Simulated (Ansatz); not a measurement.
## Pt: the change of energy above lowest point with volume scale

Free energy against uniform scaling of the volume at fixed shape and fractions; periodic cell, basis, potentials, k mesh and filling as listed. The results are calculated, by Ansatz 0.2.0.

The cell before it is scaled or strained (space group Im-3m, No. 229):
```
Pt
1.0
     -1.5842     1.5842     1.5842
      1.5842    -1.5842     1.5842
      1.5842     1.5842    -1.5842
Pt
1
Direct
  0.00000 0.00000 0.00000
```

Settings of every row: functional PBEsol; dispersion none; potentials all-electron LAPW; k mesh 13x13x13; k shift 0x0x0; occupations cold; smearing width 0.05 eV; spin none.

Limits: coarse k mesh, up to 40 meV an atom off; no spin-orbit coupling, which can matter with elements this heavy; the cell comes from a prototype or a list of computed structures and needn't be the stable phase.

| row | volume scale | V (Å³/atom) | energy above lowest point (meV/atom) |
| --- | --- | --- | --- |
| 1 | 0.94 | 14.949 | 3.4 |
| 2 | 0.96 | 15.267 | 0 |
| 3 | 0.98 | 15.585 | ? |
| 4 | 1 | 15.903 | 25.6 |
| 5 | 1.02 | 16.221 | 52 |
| 6 | 1.04 | 16.54 | 85.6 |
| 7 | 1.06 | 16.858 | 125.4 |

Question: what energy above lowest point should row 3 give?

Worked fit of energy above lowest point. Take u = (V_r/V)^(2/3) − 1 with V_r = 16.062 Å³ an atom, which is twice the finite (Eulerian) strain; such expansions in the strain, on which the Birch-Murnaghan equation of state is built, carry the rest volume and the bulk modulus. The shown rows have u = 0.04904, 0.03442, 0.00665, -0.00655, -0.01936, -0.03173. Least squares give energy above lowest point = 37.82 − 1993.2 × u + 25030 × u² + 26715 × u³ meV/atom; a parabola predicts inner rows, each left out in turn, worse (root mean square 0.55 against 0.13 meV/atom). The rows lie off it by 0.0, 0.0, -0.1, 0.1, 0.0, 0.0. Its lowest point lies at u = 0.0376, or V = 15.2 Å³ an atom, and the curvature there gives the bulk modulus at fixed shape and fractions, B = (4/9)(1 + u)² E″(u)/V = 283 GPa. The withheld row has u = 0.0203, so the fit gives 37.82 − 1993.2 × (0.0203) + 25030 × (0.0203)² + 26715 × (0.0203)³ = 7.9 meV/atom.

The calculation gave 7.9 meV/atom. The fit meets it to the printed digit.
